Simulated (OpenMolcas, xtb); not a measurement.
# How methods differ on C2H7NSi (SMILES C=N[SiH2]C)

The species is C2H7NSi (11 atoms), meant as a singlet with charge 0. As SMILES, `C=N[SiH2]C`. Geometry: relaxed at PBE0-D4/def2-TZVP. This is one conformer, not always the lowest.

```xyz
11

C    -0.7632    2.0272    0.3899
N    -0.7495    1.0016   -0.3364
Si   -0.3792   -0.6028    0.2474
C     1.0686   -1.2710   -0.7132
H    -0.9977    3.0090   -0.0395
H    -0.5503    2.0236    1.4719
H    -0.0751   -0.5816    1.7134
H    -1.5904   -1.4347    0.0234
H     0.8495   -1.2702   -1.7830
H     1.2928   -2.2960   -0.4079
H     1.9599   -0.6622   -0.5455
```

Quantity: the dipole moment, in D. The values are calculated.

```tsv
level	kind	program	value (D)
GFN1-xTB	semi-empirical	xtb	1.52
HF/6-31G* (spherical functions)	Hartree–Fock	OpenMolcas	1.48
SVWN5/6-31G* (spherical functions)	LDA	OpenMolcas	1.12
revPBE/6-31G* (spherical functions)	GGA	OpenMolcas	1.09
r2SCAN/6-31G* (spherical functions)	meta-GGA	OpenMolcas	1.16
M06-2X/6-31G* (spherical functions)	hybrid meta-GGA	OpenMolcas	1.21
B3LYP/6-31G* (Cartesian functions)	global hybrid	OpenMolcas	1.16
```

The values span 1.09 to 1.52 D. Magnitudes only.

The density functionals agree closely on a modest dipole, 1.09 to 1.21 D, while Hartree–Fock stands apart at 1.48 D. Nitrogen draws electron density from both the imine carbon and the more electropositive silicon, and its lone pair adds to the polarity. Because the C=N and Si–N bonds point away from nitrogen in widely different directions, their contributions partly cancel, leaving a total that is sensitive to small shifts of charge.

Hartree–Fock typically exaggerates such charge separation because it lacks the correlation that moves some density back from the electronegative atom, which probably explains its larger value. Exact exchange alone does not order the functionals: r2SCAN, which has none, matches B3LYP at 1.16 D. The closeness of GFN1-xTB to Hartree–Fock is probably fortuitous, since its parametrised charge distribution has a different origin, and does not corroborate the higher value. Without a measured or high-level correlated dipole, the clustering of the functionals shows consistency rather than accuracy.
